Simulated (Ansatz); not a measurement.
**A family of molecules: the atomisation energy (no zero-point term)**

One atom is swapped for its congeners: BH(CH3)(SH); AlH(CH3)(SH); GaH(CH3)(SH). All are singlets with charge 0.

Shapes, held fixed at every level: PBE0-D4/def2-TZVP. Flexible molecules stand in one conformer, not always the lowest. Programs: Ansatz 0.2.0. Values in eV.

How should the atomisation energy change along the series?

At CCSD(T)/def2-TZVPP the atomisation energy falls at every step, from 28.90 to 25.45 eV. Every level shows the same order. Relativity is left out for Ga unless named. Correlated rows may include outer-core shells of Ga, which these sets cover unevenly. Spin-orbit coupling, which grows down the group, is left out (summed over each molecule's free atoms 0.03, 0.04, 0.10 eV).

```csv
level,BH(CH3)(SH),AlH(CH3)(SH),GaH(CH3)(SH)
SPW92/def2-TZVPP,33.38,29.87,29.17
PBE0-D4/def2-TZVPP,29.78,26.69,25.81
r2SCAN0-D4/def2-TZVPP,29.57,26.68,25.77
wB97X-V/def2-TZVPP,29.71,26.93,26.01
MP2/def2-TZVPP,29.14,26.29,25.54
CCSD/def2-TZVPP,28.56,25.89,25.13
CCSD(T)/def2-TZVPP,28.90,26.20,25.45
```

Since the methyl and SH groups are common to all three molecules, the fall from 28.90 to 25.45 eV mainly reflects weaker bonds from the group 13 atom to hydrogen, carbon and sulfur. Boron's compact 2s and 2p orbitals overlap well with those of its neighbours, and its empty p orbital accepts sulfur lone-pair density more effectively. Aluminium's valence orbitals are more diffuse, and the greater polarity of its bonds only partly offsets the lost overlap.

The step to gallium is much smaller. The filled 3d shell screens the nuclear charge poorly, keeping gallium close to aluminium in size. It also stabilises the 4s pair, which makes promotion to the trivalent state more costly and probably accounts for much of the remaining drop.

SPW92 shows the familiar local-density overbinding in every molecule and exaggerates the step from boron to aluminium, yet keeps the order. Because correlated atomisation energies converge slowly with basis size, closeness to the CCSD(T) values here does not rank the functionals by accuracy.
